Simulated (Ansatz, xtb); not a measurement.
# Relative energy of two isomers of C3H7BrOSi

Structure I: `[SiH3][C@@H]1OC[C@H]1Br`, a singlet. Structure II: `[SiH3][C@@H]1OC[C@@H]1Br`, a singlet. Both are isolated molecules in the gas phase, relaxed with B3LYP/def2-SVP.

Problem. Estimate which is lower in electronic energy at CCSD(T)/def2-SVP + ΔMP2/def2-TZVPP, and by roughly how much.

Solution. Too close to call at this level: CCSD(T)/def2-SVP + ΔMP2/def2-TZVPP gives E(II) − E(I) = +1.01 kJ/mol.

How the difference moves with the method:

| level | geometry | E(II) − E(I) (kJ/mol) | departure from the last row (kJ/mol) | job, with rough time for the two |
| --- | --- | --- | --- | --- |
| GFN2-xTB | GFN2-xTB | −4.33 | −5.34 | optimisation, 0.21 s |
| HF/STO-3G | GFN2-xTB | +5.63 | +4.62 | single point, 0.52 s |
| r2SCAN-D4/def2-SVP | GFN2-xTB | −0.72 | −1.73 | single point, 3.1 s |
| B3LYP/def2-SVP | B3LYP/def2-SVP | +1.15 | +0.14 | optimisation, 62 s |
| HF/def2-SVP | B3LYP/def2-SVP | +2.55 | +1.54 | part of the CCSD(T) run |
| MP2/def2-SVP | B3LYP/def2-SVP | −0.42 | −1.43 | part of the CCSD(T) run |
| CCSD(T)/def2-SVP | B3LYP/def2-SVP | −0.40 | −1.42 | single point |
| CCSD(T)/def2-SVP + ΔMP2/def2-TZVPP | B3LYP/def2-SVP | +1.01 |  | single point, 49 s |

As drawn, both hold the same kinds of bond in the same numbers.

The largest departure from CCSD(T)/def2-SVP + ΔMP2/def2-TZVPP is that of GFN2-xTB, 5.34 kJ/mol. The last row adds to CCSD(T) the change of the MP2 difference between the two basis sets, here +1.42 kJ/mol.

With thermal terms from frequencies at re-optimised GFN2-xTB minima (ideal gas, soft modes damped towards free rotors, one conformer each, 298.15 K, 1 atm): the zero-point term adds +1.01 kJ/mol; ΔH is +1.32 and ΔG +3.87 kJ/mol.

The correlated steps freeze 18 core orbitals; the filled d shell of Br is correlated, in a basis made for valence electrons. Run with Ansatz 0.2.0, xtb 6.7.1; the last row on 2 threads of Intel(R) Xeon(R) 6975P-C (Granite Rapids) on a shared host.

The two structures are diastereomers of a 2-silyl-3-bromooxetane, I trans and II cis, and they are practically degenerate in electronic energy. With the same bonds and the same four-membered ring, most of the strain cancels, leaving a small balance between crowding and attraction across neighbouring ring carbons. The long C–Si bond eases the cis repulsion, while contact between the polarisable bromine and the electropositive silyl group probably offsets much of the rest.

This fits the shift from +2.55 kJ/mol in HF to −0.42 in MP2 with the same basis and geometry: correlation favours the cis isomer, as dispersion would. CCSD(T) barely changes the MP2 value, so the sign depends on the basis set rather than on higher-order correlation. Basis-set superposition in the crowded cis form may contribute to the small-basis preference. The free energy leans further towards trans, mostly through entropy, perhaps from softer ring puckering. None of this predicts a synthetic product ratio, since interconversion requires bond breaking and selectivity may be kinetic.
